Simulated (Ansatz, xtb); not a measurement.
## Relative energy of two isomers of BrFH6Si3

Structure X is `F[Si@@H](Br)[SiH2][SiH3]`, a singlet and structure Y is `F[Si]([SiH3])([SiH3])Br`, a singlet. Both are isolated molecules in the gas phase, relaxed with B3LYP/def2-SVP, each in the lowest conformer that the search found.

Quicker runs give these differences E(Y) − E(X): GFN2-xTB +2.0 kcal/mol; HF/STO-3G −0.6 kcal/mol (at GFN2-xTB geometries); r2SCAN-D4/def2-SVP +1.2 kcal/mol (at GFN2-xTB geometries).

Q: Estimate E(Y) − E(X) at the level CCSD(T)/def2-SVP + ΔMP2/def2-TZVPP.

A: Calculated at CCSD(T)/def2-SVP + ΔMP2/def2-TZVPP: E(Y) − E(X) = +2.3 kcal/mol, so structure X lies lower.

Level by level:

```tsv
level	geometry	E(Y) − E(X) (kcal/mol)	departure from the last row (kcal/mol)	job, with rough time for the two
GFN2-xTB	GFN2-xTB	+2.0	−0.2	optimisation, 0.26 s
HF/STO-3G	GFN2-xTB	−0.6	−2.8	single point, 0.76 s
r2SCAN-D4/def2-SVP	GFN2-xTB	+1.2	−1.1	single point, 3.9 s
B3LYP/def2-SVP	B3LYP/def2-SVP	+1.7	−0.6	optimisation, 54 s
HF/def2-SVP	B3LYP/def2-SVP	+2.7	+0.4	part of the CCSD(T) run
MP2/def2-SVP	B3LYP/def2-SVP	+2.8	+0.6	part of the CCSD(T) run
CCSD(T)/def2-SVP	B3LYP/def2-SVP	+2.6	+0.4	single point
CCSD(T)/def2-SVP + ΔMP2/def2-TZVPP	B3LYP/def2-SVP	+2.3		single point, 47 s
```

As drawn, both hold the same kinds of bond in the same numbers.

HF/STO-3G puts the two in the other order. The largest departure from CCSD(T)/def2-SVP + ΔMP2/def2-TZVPP is that of HF/STO-3G, 2.8 kcal/mol. The last row adds to CCSD(T) the change of the MP2 difference between the two basis sets, here −0.4 kcal/mol.

With thermal terms from frequencies at re-optimised GFN2-xTB minima (ideal gas, soft modes damped towards free rotors, one conformer each, 298.15 K, 1 atm): the zero-point term adds −0.5 kcal/mol; ΔH is +2.2 and ΔG +1.3 kcal/mol.

The correlated steps freeze 25 core orbitals; the filled d shell of Br is correlated, in a basis made for valence electrons. Mirror images aren't counted in ΔG. Run with Ansatz 0.2.0, xtb 6.7.1; the last row on 2 threads of Intel(R) Xeon(R) Platinum 8488C (Sapphire Rapids) on a shared host.

The calculation gives a modest preference for the chain with both halogens on a terminal silicon over the isomer that carries them on the central one. Since the bond types match, the difference must come from how neighbouring groups affect one another. A likely cause is bond polarity: hydrogen is more electronegative than silicon, and the silicon bearing fluorine and bromine is strongly positive. In X it has one silicon neighbour and a hydridic hydrogen, whereas in Y it faces two electropositive silyl groups. No charges or orbital analysis test this reading.

Hartree–Fock in the split-valence basis already gives +2.7 kcal/mol, close to the coupled-cluster value in the same basis, so the preference doesn't depend on electron correlation. The reversed sign with STO-3G therefore probably reflects the inflexible minimal basis, which describes polar silicon–halogen bonds poorly. The free-energy difference of +1.3 kcal/mol still favours X, but is small enough that an equilibrium between these two alone would contain appreciable Y. Whether they can interconvert depends on rearrangement barriers, which these energies don't address.
